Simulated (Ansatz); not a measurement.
C2O: the change of pressure and energy above lowest point with volume per atom

Equation of state of a cubic crystal from periodic Kohn-Sham density functional theory without spin; pressure corrected for the finite basis. The results are calculated, by Ansatz 0.2.0 development build.

Cell of the first row (space group Fm-3m, No. 225):
```
cell vectors (Å)
   0.0000     2.3763     2.3763
   2.3763     0.0000     2.3763
   2.3763     2.3763     0.0000
atoms (fractions of the cell vectors)
C   0.25000  0.25000  0.25000
C   0.75000  0.75000  0.75000
O   0.00000  0.00000  0.00000
```

Settings of every row: formula C2O; structure type antifluorite; functional PBE; spin treatment none; k mesh 39x39x39; occupation method fermi-dirac; occupation width 0.061225619 eV; wave cutoff 420 eV; datasets soft-1 PAW; density cutoff ratio 4.

Limits: a cubic model structure, not a phase known at ambient conditions.

```csv
row,volume per atom (Å³),pressure (GPa),energy above lowest point (meV/atom)
1,8.946,7.795,13.42
2,9.136,?,?
3,9.327,2.422,1.47
4,9.517,0.079,0
5,9.707,-2.057,1.19
6,9.898,-4.002,4.81
7,10.088,-5.772,10.63
```

Question: what pressure and energy above lowest point should row 2 give?

Worked fit of pressure. Take u = (V_r/V)^(2/3) − 1 with V_r = 9.612 Å³ an atom, which is twice the finite (Eulerian) strain; such expansions in the strain, on which the Birch-Murnaghan equation of state is built, carry the rest volume and the bulk modulus. The shown rows have u = 0.04903, 0.02027, 0.00664, -0.00654, -0.01936, -0.03171. Least squares give pressure = −1.0101 + 161.734 × u + 364.53 × u² GPa; a straight line predicts inner rows, each left out in turn, worse (root mean square 0.24 against 0.005 GPa). The rows lie off it by -0.001, 0.004, -0.001, -0.005, 0.003, 0.000 (root mean square 0.0029 GPa). The pressure vanishes at u = 0.0062, or V = 9.524 Å³ an atom, and there the bulk modulus at fixed shape and fractions is B = −V dP/dV = (2/3)(1 + u) dP/du = 111 GPa. The withheld row has u = 0.03444, so the fit gives −1.0101 + 161.734 × (0.03444) + 364.53 × (0.03444)² = 4.992 GPa.

The calculation gave 4.989 GPa. The fit lies 0.003 GPa (0.022 % of the column's range) above it; its largest miss of a shown row is 0.005 GPa.

Worked fit of energy above lowest point. Take u = (V_r/V)^(2/3) − 1 with V_r = 9.612 Å³ an atom, which is twice the finite (Eulerian) strain; such expansions in the strain, on which the Birch-Murnaghan equation of state is built, carry the rest volume and the bulk modulus. The shown rows have u = 0.04903, 0.02027, 0.00664, -0.00654, -0.01936, -0.03171. Least squares give energy above lowest point = 0.279 − 90.44 × u + 7390.8 × u² − 1622 × u³ meV/atom; a parabola predicts inner rows, each left out in turn, worse (root mean square 0.032 against 0.0053 meV/atom). All shown rows lie on it to the printed digit. Its lowest point lies at u = 0.0061, or V = 9.524 Å³ an atom, and the curvature there gives the bulk modulus at fixed shape and fractions, B = (4/9)(1 + u)² E″(u)/V = 111 GPa. The withheld row has u = 0.03444, so the fit gives 0.279 − 90.44 × (0.03444) + 7390.8 × (0.03444)² − 1622 × (0.03444)³ = 5.86 meV/atom.

The calculation gave 5.85 meV/atom. The fit lies 0.01 meV/atom (0.075 % of the column's range) above it, one unit of the last digit.
